Vertical electron affinity of the K₂F₂ cation (charge +1 e, doublet) from DFT with Ansatz 0.2.0: energy of the cation minus that of the neutral singlet, both at the PBE0-D4/def2-TZVP geometry of the cation. Gas phase, open shells unrestricted, B3LYP with VWN-RPA correlation. The xTB runs cited in the text used tblite 0.8.0.

| result level | result electron affinity (eV) |
| --- | --- |
| SPW92/def2-TZVP | 5.540 |
| PBE-D4/def2-TZVP | 5.167 |
| r2SCANh-D4/def2-TZVP | 5.101 |
| B3LYP-D4/def2-TZVP | 5.342 |
| PBE0-D4/def2-TZVP | 5.196 |
| LC-wPBE/def2-TZVP | 5.477 |

## What the column measures

The column "result electron affinity" is $A = E(\mathrm{K_2F_2^+}) - E(\mathrm{K_2F_2})$, with both energies taken at the geometry of the cation. The starting species is the doublet cation and the product is the neutral singlet, so the values near 5 eV are the affinity of a positive ion. They are neither the affinity of neutral K₂F₂ nor the ionisation energy of the relaxed neutral molecule. For SPW92 the difference of the two total energies is 5.5404 eV, which confirms this reading of the row.

The geometry suggests where the electron goes. The atoms form a rhombus with K–F near 2.5 Å and the two fluorines only 1.96 Å apart. So short a contact is typical of F₂⁻, and the cation is best read as K⁺(F₂⁻)K⁺: two electrons in the F–F $\sigma$ orbital and one in $\sigma^*$, a two-centre three-electron bond. The added electron then formally fills $\sigma^*$, cancels the bond and leaves two fluoride-like ions pressed against each other.

The forces from xTB calculations at the same geometry support this picture. In GFN1 the outward force on each fluorine jumps from 0.05 eV/Å in the cation to 3.87 eV/Å in the neutral, and GFN2 shows a similar jump. The xTB charges are less clear, since only 48 % (GFN1) or 60 % (GFN2) of the net charge change lands on the fluorines. The $\sigma^*$ assignment is therefore an inference from distance and forces, and it allows for a good deal of charge flowing to potassium.

## The first symptom: a spread with no single order

The six functionals span 0.439 eV, which is 8.3 % of their mean and far above the last printed digit. Whatever the true value is, at least one row is off by half the spread or more, about 0.22 eV. That much follows from the table alone, though it does not tell which row lies closest.

The order does not follow the share of exact exchange. SPW92 has none and is the highest row at 5.540 eV, while PBE also has none and lies 0.373 eV lower. The lowest row is r2SCANh with one tenth exact exchange, and B3LYP with one fifth lies above PBE0 with one quarter. An order of this kind is what several errors of different sign produce when they add, and the clearest of them is visible in the orbital levels of the SPW92 runs.

## A test that needs no reference

Let the cation take up a fraction $n$ of an electron, from $n=0$ to $n=1$, in its empty β orbital. Janak's theorem gives the slope of the energy as the level of that orbital, $dE/dn = \varepsilon(n)$. For a local functional the slope at $n=0$ is the lowest empty β level of the cation, $\varepsilon_L$, and the slope at $n=1$ is the highest occupied level of the neutral, $\varepsilon_H$. The affinity is the integral of the slope,

$$A = -\int_0^1 \varepsilon(n)\,dn .$$

Exact theory fixes the shape of this curve. A system with a fractional electron number is a statistical mixture of the two integer systems, so its energy is the straight line between them. The slope is then $-A$ along the whole interval, and both end slopes equal it. For a local functional, and for a hybrid with its non-local exchange operator, the levels are these slopes, so a difference between $\varepsilon_L$ and $\varepsilon_H$ is an error of the functional that can be read from two ordinary calculations. The empty level of exact Kohn–Sham theory is a different matter, since it is offset from the slope by the derivative discontinuity.

SPW92 fails this test by a wide margin. Its levels are $\varepsilon_L = -9.884$ eV and $\varepsilon_H = -1.644$ eV, and they bracket $-A$ from far below and far above. Taken as an affinity, the first is too large by 4.344 eV and the second too small by 3.896 eV, both relative to the energy difference of the same functional. The level rises as the orbital fills, so $E(n)$ is convex where it should be straight.

The cause is standard. The Hartree energy lets the density of the added electron repel itself, a term that grows as $n^2$, and local exchange cancels only part of it. A small capacitor is the simple analogue: its energy $q^2/2C$ is quadratic in the charge, and its potential rises linearly as it is charged. The analogy describes the approximate functional, which treats a fraction of an electron as a smeared charge. It stops there, because a real molecule takes up whole electrons, and $C$ here is no property of the molecule but a measure of the uncancelled self-repulsion after the other electrons have relaxed.

## The estimate worked through

If the capacitor picture holds, the level is linear in $n$ and the energy is quadratic:

$$\varepsilon(n) = \varepsilon_L + U n, \qquad E(n) = E(0) + \varepsilon_L n + \tfrac12 U n^2, \qquad U = \varepsilon_H - \varepsilon_L .$$

Setting $n=1$ gives $A = -(\varepsilon_L + \varepsilon_H)/2$. The curve lies below the straight line between its ends by $\tfrac12 U n(1-n)$, which is $U/8$ at half an electron. Nothing is fitted, since both levels come from the two SPW92 calculations:

$$U = -1.644 + 9.884 = 8.240\ \text{eV}, \qquad A \approx \frac{9.884 + 1.644}{2} = 5.764\ \text{eV}, \qquad \frac{U}{8} = 1.03\ \text{eV}.$$

The estimate exceeds the SPW92 row by 0.224 eV, or 4.0 % of that row. This is good enough to show that the two misses of about 4 eV are mostly the two halves of one curvature. It is too coarse to discuss the table, because the misfit is half the spread of the six rows. Its sign says that $\varepsilon(n)$ runs on average above the straight line between its ends, rising faster early in the filling than late.

A second level shows that the size of the rise depends on the orbital. The next empty level moves from $-4.494$ to $-0.906$ eV when the electron is added, and the accepting level rises 2.30 times as much. An orbital that holds the added charge in a small volume feels a larger potential than one that is spread out or sits farther away, just as a smaller capacitor charges to a higher voltage. This agrees with a compact acceptor on the F₂ unit. In the cation the second level is almost the same for both spins, $-4.504$ eV for α and $-4.494$ eV for β, a split of 0.010 eV. It therefore lies away from the unpaired electron, as an orbital on the potassium atoms would.

## From curvature to the values in the table

The curvature along $n$ does not itself give the error in $A$, because $A$ involves only the end points. It enters when a state with a whole number of electrons contains fragments with fractional charge. The cation is such a state: its hole is shared equally between the two fluorines, each formally F$^{-1/2}$, whereas the neutral has two formally closed-shell fluorides. A convex functional rewards each half-charged fragment with a spurious lowering of the type $U/8$. This is the delocalisation error, well known to overstabilise three-electron bonds, and a cation that is too stable makes $A$ too small.

The sag of 1.03 eV should not be read as the size of that error. It belongs to the whole molecule in one functional, and at a bonding distance much of the sharing of the hole is real. Theory says only that the spurious part grows as the overlap of the two centres falls and shrinks as exact exchange straightens $E(n)$. A functional with full exact exchange at long range should therefore give a larger $A$ than its semilocal parent.

The table agrees with this for the range-separated functional and shows little of it for the global hybrids. LC-wPBE lies 0.310 eV above PBE, in the expected direction. PBE0 gains only 0.029 eV over PBE, and r2SCANh falls 0.066 eV below PBE despite its exact exchange, though it also changes the semilocal part. A cancellation is the likely reason. A global share of exact exchange also acts within one atom, where it lowers the affinity of fluorine itself, and this works against the gain from the shared hole. LC-wPBE keeps semilocal exchange at short range and should be less exposed to this offset. The table cannot separate the two parts. The basis also lacks diffuse functions, which the fluoride-like neutral needs more than the cation.

The position of SPW92 at the top calls for a second error of opposite sign. The added electron pairs with the one already in $\sigma^*$, and the correlation energy gained on pairing raises $A$. The local approximation takes correlation from the uniform electron gas, where long-range screening contributes strongly, and it is known to overrate correlation in compact atoms by roughly a factor of two, a rough recalled figure. Gradient corrections remove most of the excess, which argues for the drop from SPW92 to PBE. The numbers give only the total drop, in which the gradient correction to exchange takes part as well.

The same reasoning may cover B3LYP, which lies 0.146 eV above PBE0. It keeps about a fifth of local correlation, here in the VWN-RPA form, which gives more correlation energy per electron than the form used in SPW92. This cause is untested, as B3LYP and PBE0 differ in their exchange too. The practical consequence is firm all the same: SPW92 and LC-wPBE agree within 0.063 eV although they are built on opposite principles, and such agreement is no evidence that either is right.

These two highest rows are also the two without the D4 dispersion term. D4 depends on the atomic charges, so it does not cancel exactly between cation and neutral. For four atoms its share in $A$ is expected to be of the order of hundredths of an electronvolt, an expectation not tested here. Comparisons across the D4 boundary carry that uncertainty, while the four D4 rows alone still span 0.241 eV.

## Geometry and state

A vertical affinity into an antibonding orbital is very sensitive to the bond length. The outward force on each fluorine equals the slope of the energy along the F–F distance, about 4 eV/Å for the neutral in xTB and much smaller for the cation. Lengthening the bond by 0.01 Å would thus raise $A$ by about 0.04 eV, more than the PBE to PBE0 step. All rows share the PBE0-D4 geometry, which keeps the comparison clean, but values computed at each functional's own cation geometry would shift by about this amount for every hundredth of an ångström by which the F–F distance differs.

The electronic state needs a check as well. In SPW92 the cation is a clean doublet with $\langle S^2\rangle = 0.7521$, and the highest level of the neutral is negative, so the electron is bound and the familiar trouble with unbound anions does not arise in this row. Yet the gap above the accepting level shrinks from 5.390 eV in the cation to 0.738 eV in the neutral. Both solutions are stable minima, which does not exclude a lower state with the electron placed elsewhere. That the other five rows describe the same pair of states is assumed throughout.

The xTB runs show how method-dependent that margin is. The gap of the neutral is 1.831 eV in GFN1 and only 0.166 eV in GFN2. When two nearby levels trade places under a change of method, $A$ refers to a different process, and no argument about exchange or correlation applies across the change.

## Raw xTB values

The xTB energy differences fail in a cruder way. They give 11.184 eV (GFN1) and 10.873 eV (GFN2), about twice the mean of the table and more than 5 eV above every row. This is the known shift of raw xTB ion energies. The methods are parametrised for structures and interactions at fixed electron number, where the zero of the orbital levels drops out.

The end-point average locates the shift. With the highest occupied level of the cation read as the half-filled one, the average of the two levels is 11.483 eV in GFN1 and 11.069 eV in GFN2, within 0.3 eV of the raw affinities. The offset therefore already sits in the levels, which lie too deep as a set. The agreement is no independent test of the quadratic picture, because a term quadratic in the charges is built into xTB.

## What to do

The working rule is to take $A$ from the difference of total energies and never from a single level of a local functional, and to print $\varepsilon_L$ and $\varepsilon_H$ for every functional used. Their separation measures the curvature of the functional. It is large for any compact acceptor in a semilocal functional, shared or not, and it reaches $A$ when one of the two states shares a hole or an electron between centres, which must be read from the orbitals. Before differences below a tenth of an electronvolt are discussed, the occupied orbital of the neutral should be inspected, other occupations tried, diffuse functions added and the geometry stated. A fall of $U$ along PBE, PBE0 and LC-wPBE is expected for any acceptor and would not by itself tie the 0.310 eV to the shared hole. The sharper test is to compute the affinity of the fluorine atom with the same functionals and basis and to subtract its shifts from those of the table, after checking that all rows have the same state of the neutral.
